# The filled-subshell assumption in the closed-shell Fock operator: Zn 3d¹⁰ with one hole

Conventions: atomic units unless eV is written, a nonrelativistic spin-free Hamiltonian, a point nucleus with no external field, and complex harmonics $Y_{lm}$ with the Condon–Shortley phase. The operators are

$$J_j\phi(\mathbf r)=\phi(\mathbf r)\!\int\!\frac{|\phi_j(\mathbf r')|^2}{|\mathbf r-\mathbf r'|}d^3r',\qquad K_j\phi(\mathbf r)=\phi_j(\mathbf r)\!\int\!\frac{\phi_j^*(\mathbf r')\phi(\mathbf r')}{|\mathbf r-\mathbf r'|}d^3r'.$$

## The result

For doubly occupied orthonormal spatial orbitals, $E=2\sum_i h_{ii}+\sum_{ij}(2J_{ij}-K_{ij})$ with $J_{ij}=\langle\phi_i|J_j|\phi_i\rangle$ and $K_{ij}=\langle\phi_i|K_j|\phi_i\rangle$. Vary $\phi_i^*$ in $E-2\sum_{ij}\epsilon_{ji}(\langle\phi_i|\phi_j\rangle-\delta_{ij})$. The orbital $\phi_i$ appears in both indices of the double sum, so that sum contributes twice, and a common factor 2 drops out:

$$f\phi_i=\sum_j\epsilon_{ji}\phi_j,\qquad f=h+\sum_j(2J_j-K_j).$$

A unitary mixing of the occupied orbitals leaves $f$ unchanged and makes $\epsilon$ diagonal. The spin-orbital equations give the same operator. Spin integration keeps the Coulomb term for every electron and the exchange term only for parallel spins:

$$f^{\sigma}=h+\sum_{j\in\alpha}J_j+\sum_{j\in\beta}J_j-\sum_{j\in\sigma}K_j .$$

With identical $\alpha$ and $\beta$ sets, $f^\alpha=f^\beta=f$.

## Where the assumption enters

The two-electron part of $f$ depends on the orbitals only through $\gamma(\mathbf r,\mathbf r')=\sum_j\phi_j(\mathbf r)\phi_j^*(\mathbf r')$. Assume that all $2l+1$ values of $m$ are occupied and share one radial function $R$. The addition theorem then gives the subshell contribution

$$R(r)R(r')\sum_{m}Y_{lm}(\hat{\mathbf r})Y_{lm}^*(\hat{\mathbf r}')=R(r)R(r')\,\frac{2l+1}{4\pi}P_l(\hat{\mathbf r}\cdot\hat{\mathbf r}').$$

This depends only on the angle between the two points, so $f$ commutes with the one-electron $\mathbf l$. Its eigenfunctions can be chosen as $R_{nl}Y_{lm}$, with $R_{nl}$ and $\epsilon_{nl}$ independent of $m$. The form that was put in comes out again. This makes it a stationary solution; whether it is a minimum is a separate question.

For matrix elements, expand $1/r_{12}$ in multipoles and define

$$c^k(lm,l'm')=\sqrt{\tfrac{4\pi}{2k+1}}\int Y_{lm}^*Y_{k,m-m'}Y_{l'm'}\,d\Omega,\qquad F^k=\iint R^2(r)R^2(r')\frac{r_<^k}{r_>^{k+1}}r^2r'^2\,dr\,dr'.$$

Within the d shell $k=0,2,4$, and

$$J_{mm'}=\sum_kc^k(2m,2m)\,c^k(2m',2m')F^k,\qquad K_{mm'}=\sum_kc^k(2m,2m')^2F^k .$$

The sums over $m'$ are $\sum_{m'}c^k(2m',2m')=5\delta_{k0}$ and $\sum_{m'}c^k(2m,2m')^2=1,\tfrac27,\tfrac27$ for $k=0,2,4$. The d¹⁰ shell therefore adds $9F^0-\tfrac27(F^2+F^4)$ to $\epsilon_{3d}$ for every $m$. Both sum rules need all five terms.

## Dropping it: one hole

Remove the $\beta$ electron from $\phi_h=RY_{20}$ (the $d_{z^2}$ orbital), as 3d photoionisation of Zn can do, and freeze all orbitals. With $f_0$ the d¹⁰ operator, the expression for $f^\sigma$ gives

$$f^\alpha=f_0-J_h,\qquad f^\beta=f_0-J_h+K_h .$$

The hole density is axially symmetric, so $m$ stays good, $\pm m$ stay degenerate, and the correction is diagonal inside the d shell. The coefficients are $c^2(2m,2m)=\tfrac27,\tfrac17,-\tfrac27$ and $c^4(2m,2m)=\tfrac6{21},-\tfrac4{21},\tfrac1{21}$ for $|m|=0,1,2$. For exchange with the hole, $49\,c^2(2m,20)^2=4,1,4$ and $441\,c^4(2m,20)^2=36,30,15$. With $F_2=F^2/49$ and $F_4=F^4/441$:

$$J_{00}=F^0+4F_2+36F_4,\quad J_{10}=F^0+2F_2-24F_4,\quad J_{20}=F^0-4F_2+6F_4,$$

$$K_{00}=J_{00},\quad K_{10}=F_2+30F_4,\quad K_{20}=4F_2+15F_4 .$$

The shifts are $\Delta\epsilon^\alpha_m=-J_{m0}$ and $\Delta\epsilon^\beta_m=-J_{m0}+K_{m0}$. Three points follow.

1. The five $\alpha$ levels have the average shift $-F^0$ and spread over $8F_2+30F_4$.
2. In Racah parameters $A=F^0-49F_4$ and $B=F_2-5F_4$, the occupied $\beta$ levels shift by $-(A+B)$ for $|m|=1$ and $-(A-8B)$ for $|m|=2$. They split by $9B$.
3. Since $(J_h-K_h)\phi_h=0$, the emptied orbital remains an eigenfunction of $f^\beta$ at the old $\epsilon_{3d}$.

These splittings are not splittings of the d⁹ ion. Its frozen-orbital energy is $E_0-\epsilon_{3d}$ for any hole, as a single $^2D$ term requires. By Koopmans' theorem they refer to the next ionisation: the determinant with two $\beta$ holes has energy $E_0-2\epsilon_{3d}+J_{m0}-K_{m0}$. Removing the electrons with $m=2,0$ from the $M_L=0$ shell leaves $M_L=-2$; these holes are pure $^3F$, with interaction $A-8B$. At $M_L=-1$ there are two triplet determinants: holes $(1,0)$ with $A+B$, and holes $(2,-1)$, for which the same formulas give $A-2B$. The trace $2A-B$ puts $^3P$ at $A+7B$. The $(1,0)$ determinant is thus $\tfrac25\,{}^3F+\tfrac35\,{}^3P$ in weight, and $9B=\tfrac35\cdot15B$.

## Size for a model of the Zn 3d shell

Use one normalised Slater function $R\propto r^2e^{-\zeta r}$. The radial integrals are elementary:

$$F^0=\tfrac{793}{3072}\zeta,\qquad F^2=\tfrac{2093}{15360}\zeta,\qquad F^4=\tfrac{91}{1024}\zeta .$$

The assumed exponent is $\zeta=3.5\ a_0^{-1}$, chosen so that $F^2$ lands on the roughly 13 eV typical of a Hartree–Fock 3d function for Zn. Then $F^0=0.903\,E_h=24.6$ eV, $F^2=0.477\,E_h=13.0$ eV and $F^4=0.311\,E_h=8.5$ eV, so $F_2=0.265$ eV, $F_4=0.0192$ eV and $B=0.169$ eV.

| spin, $\lvert m\rvert$ | $\Delta\epsilon+F^0$ | model value (eV) |
|---|---|---|
| $\alpha$, 0 | $-4F_2-36F_4$ | −1.8 |
| $\alpha$, 1 | $-2F_2+24F_4$ | −0.1 |
| $\alpha$, 2 | $4F_2-6F_4$ | +0.9 |
| $\beta$, 1 | $-F_2+54F_4$ | +0.8 |
| $\beta$, 2 | $8F_2+9F_4$ | +2.3 |
| $\beta$, 0 (empty) | $F^0$ | +24.6 |

The model's $\alpha$ spread is 2.7 eV and its occupied-$\beta$ splitting is $9B=1.5$ eV. Both vanish for d¹⁰. The angular algebra is the same for the d¹⁰ shells of Zn in ZnO, Ga in GaN or Cu⁺, with different $F^k$ and with the crystal field and hybridisation on top.

## Loss of pure $l$

The $k=2,4$ parts of $J_h$ also connect different $l$ of equal parity: d with s and g, p with f. For an estimate of the d–g channel, take the trial function $RY_{40}$ with the same $R$, so that the radial integrals are again $F^k$. With $c^2(40,20)=6\sqrt5/35$, $c^4(40,20)=20\sqrt5/231$ and $c^2(20,20)=c^4(20,20)=\tfrac27$,

$$V=\langle RY_{40}|J_h|RY_{20}\rangle=\tfrac27\left[\tfrac{6\sqrt5}{35}F^2+\tfrac{20\sqrt5}{231}F^4\right]=0.069\,E_h .$$

The local potential and radial kinetic energy cancel in $\langle RY_{40}|f_0|RY_{40}\rangle-\epsilon_{3d}$. The centrifugal term leaves $\Delta=\tfrac12(20-6)\langle r^{-2}\rangle$, with $\langle r^{-2}\rangle=(2\zeta)^2/30=1.63\ a_0^{-2}$, so $\Delta=11.4\,E_h$. Exchange differences are dropped; their scale is the d–d exchange $F^0+\tfrac27(F^2+F^4)=1.1\,E_h$, or 10 % of $\Delta$. The perturbation is $-J_h$, so the $\alpha$ $d_{z^2}$ orbital gains a g amplitude $+V/\Delta=0.006$, and the energy falls by $V^2/\Delta=0.01$ eV. These are orders of magnitude only. A single Slater function fixed by $F^2$ has too little density near the nucleus: a typical Hartree–Fock Zn 3d function has $\langle r^{-2}\rangle$ near $3\ a_0^{-2}$, about twice the model's, which would roughly halve both numbers.

The energy gain depends on the shape of the hole. A $d_{z^2}$ hole is not a rotated $d_{xy}$ hole, so symmetry-broken solutions for the two need not be degenerate, although the exact $^2D$ components are.

## What the frozen-orbital numbers leave out

**Response of the orbitals.** It feeds back into $f^\sigma$ at the same order as the hole itself. Each $\alpha$ orbital gains a g amplitude $b_m$ whose $k=2$ part is $\tfrac27c^2(4m,2m)F^2/\Delta$. The induced quadrupole moment, in the units where the hole's is $-\tfrac27$, is $\sum_m2b_mc^2(4m,2m)$. The $k=4$ part of $b_m$ cancels in this sum, and $\sum_mc^2(4m,2m)^2=\tfrac{18}{35}$. The fraction of the hole's quadrupole that is screened is

$$2\cdot\tfrac{18}{35}\,\frac{F^2}{\Delta}=0.04$$

from the five $\alpha$ electrons, and 0.09 if the $\beta$ electrons responded equally. The channels out of the s and p shells and the $m$-dependent radial changes are not evaluated here. The spherical contraction of the shell partly screens the common shift $-F^0$, and it raises the $F^k$ by a typical 5 to 10 % per removed d electron, which works against the screening. These estimates give no bound on the accuracy of the table. They show only that the d–g channel alone lowers the $k=2$ Coulomb part of the splittings by roughly 4 to 9 %, with the other channels unknown. Single entries are more sensitive than the splittings. The $\alpha$, $\lvert m\rvert=1$ value is a near-cancellation, $-0.53+0.46=-0.07$ eV, and a screening of 0.09 on its $F_2$ term moves it by 0.05 eV. Each 10 % of screening of the common shift of 24.6 eV moves all entries together by 2.5 eV, more than any occupied entry, so only differences between the entries carry meaning once the orbitals relax.

**Correlation.** Effective $F^2$ and $F^4$ for 3d ions are typically about 20 % below Hartree–Fock values, so multiplet spacings built from the model's $B$ come out high by about that much.

**Spin–orbit coupling.** A term $\xi\,\mathbf l\cdot\mathbf s$ has eigenvalues $\xi$ for $j=\tfrac52$ and $-\tfrac32\xi$ for $j=\tfrac32$. With a typical $\xi\approx0.13$ eV for Zn 3d, the separation $\tfrac52\xi$ is 0.3 eV, a fraction 0.2 of $9B$. Unlike the entries of the table, it splits the d⁹ ion itself.

## In practice

For d¹⁰ Zn or Zn²⁺ as a free closed-shell species, a converged spherical solution has five degenerate 3d orbital energies, and any spread points to the grid, the basis orientation handling or the convergence threshold. For a d⁹ calculation by unrestricted Hartree–Fock, spreads of a few eV among the occupied 3d levels are expected: 2.7 eV and 1.5 eV in the model above. Atomic codes keep the form $R_{nl}Y_{lm}$ in that case only by imposing it, for example through an energy averaged over the hole position.